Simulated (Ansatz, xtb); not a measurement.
# Ligand exchange: C2H9FSi2 + CHF3S → CH7FSi2 + C2H3F3S

Gas-phase species: C2H9FSi2 `C[SiH2]C[SiH2]F`, singlet; CHF3S (trifluoromethanethiol) `FC(F)(F)S`, singlet; CH7FSi2 `F[SiH2]C[SiH3]`, singlet; C2H3F3S (methyl(trifluoromethyl) sulfide) `CSC(F)(F)F`, singlet. The partners trade CH3 for H: Si–CH3 and S–H bonds give way to Si–H and S–CH3.

Shapes, held fixed at every level: PBE0-D4/def2-TZVP. Flexible molecules stand in one conformer, not always the lowest. Programs: Ansatz 0.2.0, xtb 6.7.1. Electronic energies: no zero-point or thermal term.

```tsv
level	kind	ΔE (kJ/mol)	less CCSD(T)/CBS estimate
GFN1-xTB	semi-empirical	+1.9	-39.8
HF/def2-TZVPP	Hartree–Fock	+37.6	-4.1
PBE-D4/def2-TZVPP	GGA	+41.3	-0.4
r2SCAN-D4/def2-TZVPP	meta-GGA	+42.9	+1.2
PBE0-D4/def2-TZVPP	global hybrid	+42.7	+1.0
wB97X-V/def2-TZVPP	range-separated hybrid	+40.1	-1.6
MP2/def2-TZVPP	perturbation theory	+43.6	+1.9
CCSD/def2-TZVPP	coupled cluster or CI	+43.6	+1.9
CCSD(T)/CBS estimate	coupled cluster or CI	+41.7	0.0
```

The highest level, CCSD(T)/CBS estimate, gives ΔE = +41.7 kJ/mol; the levels span +1.9 to +43.6. The column of differences is taken from that level and isn't an error. No measured value is set beside it here. The CBS estimate extrapolates MP2 from def2-TZVPP and def2-QZVPP and adds CCSD(T) − MP2 in the triple-zeta set, cores frozen.

The exchange is uphill at every level, so methyl prefers silicon and hydrogen prefers sulfur. Si–H and Si–CH3 bonds are of similar strength, whereas S–H is clearly stronger than S–CH3, so most of the cost probably arises at sulfur. Electropositive silicon polarises its bond to carbon and so offsets much of methyl's usual disadvantage against hydrogen; the more electronegative sulfur gives no comparable compensation. The fluorine substituents keep their bonding partners and probably only modulate this balance.

Because the number and broad types of bonds are conserved between closed-shell molecules, much of the correlation energy cancels. Even Hartree–Fock therefore comes within 4.1 kJ/mol of the highest level. GFN1-xTB is the exception: at +1.9 kJ/mol it makes the exchange nearly thermoneutral and misses the preference almost entirely, which suggests an imbalance in its parametrised Si–C, Si–H, S–C and S–H bonds. The spread among the density functionals is too small for this single reaction to rank them.
